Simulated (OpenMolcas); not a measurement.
**CH3ClF2Si (SMILES C[Si](F)(F)Cl): methods side by side**

CH3ClF2Si has 8 atoms, charge 0, and is taken as a singlet. SMILES: `C[Si](F)(F)Cl`. The shape is that of a PBE0-D4/def2-TZVP optimisation.

```csv
atom,x (Å),y (Å),z (Å)
C,-0.8085,-0.2990,0.5122
Si,0.6906,0.1514,-0.4392
F,1.9870,-0.4723,0.2191
F,0.6162,-0.4156,-1.9142
Cl,0.9631,2.1585,-0.5609
H,-0.9171,-1.3854,0.5498
H,-0.7402,0.0804,1.5334
H,-1.6988,0.1248,0.0441
```

Each level gives the energy change with the C1–H7 bond stretched from 1.092 to 1.419 Å (eV). The values are calculated.

```csv
level,kind,program,value (eV),CPU time (all runs)
HF/def2-SVP (restricted),Hartree–Fock,OpenMolcas,1.13,12 s
SVWN5/def2-SVP (restricted),LDA,OpenMolcas,0.90,27 s
BLYP/def2-SVP (restricted),GGA,OpenMolcas,0.88,37 s
TPSS/def2-SVP (restricted),meta-GGA,OpenMolcas,0.93,52 s
BHLYP/def2-SVP (restricted),global hybrid,OpenMolcas,1.07,38 s
M06-2X/def2-SVP (restricted),hybrid meta-GGA,OpenMolcas,1.01,46 s
B2PLYP/def2-SVP (restricted),double hybrid,OpenMolcas,1.00,32 s
MP2/def2-SVP (restricted),perturbation theory,OpenMolcas,1.04,12 s
```

The first shape isn't each level's own minimum. The values span 0.88 to 1.13 eV. Times are those of the runs behind each value, whatever else they computed, on shared processors of several kinds: orders of magnitude only.

Stretching the C–H bond costs energy at every level, as expected when a strong, localised σ bond loses overlap between carbon's hybrid orbital and hydrogen 1s. The three semi-local functionals give the softest response, 0.88 to 0.93 eV. Every level with exact exchange lies higher, and Hartree–Fock is highest at 1.13 eV.

As the bond lengthens, the σ–σ* gap narrows and left–right correlation, which keeps the two bonding electrons on opposite atoms, gains weight. A single restricted determinant misses this and retains too much ionic character. The drop from Hartree–Fock to 1.04 eV with MP2 fits that picture. BLYP and BHLYP share their correlation functional, so the rise from 0.88 to 1.07 eV points to exchange, probably because semi-local exchange mimics part of the left–right correlation.

The energies describe resistance to a finite stretch, not the C–H dissociation energy, and without a related molecule for comparison they don't reveal how the halogenated silicon centre affects the methyl bond.
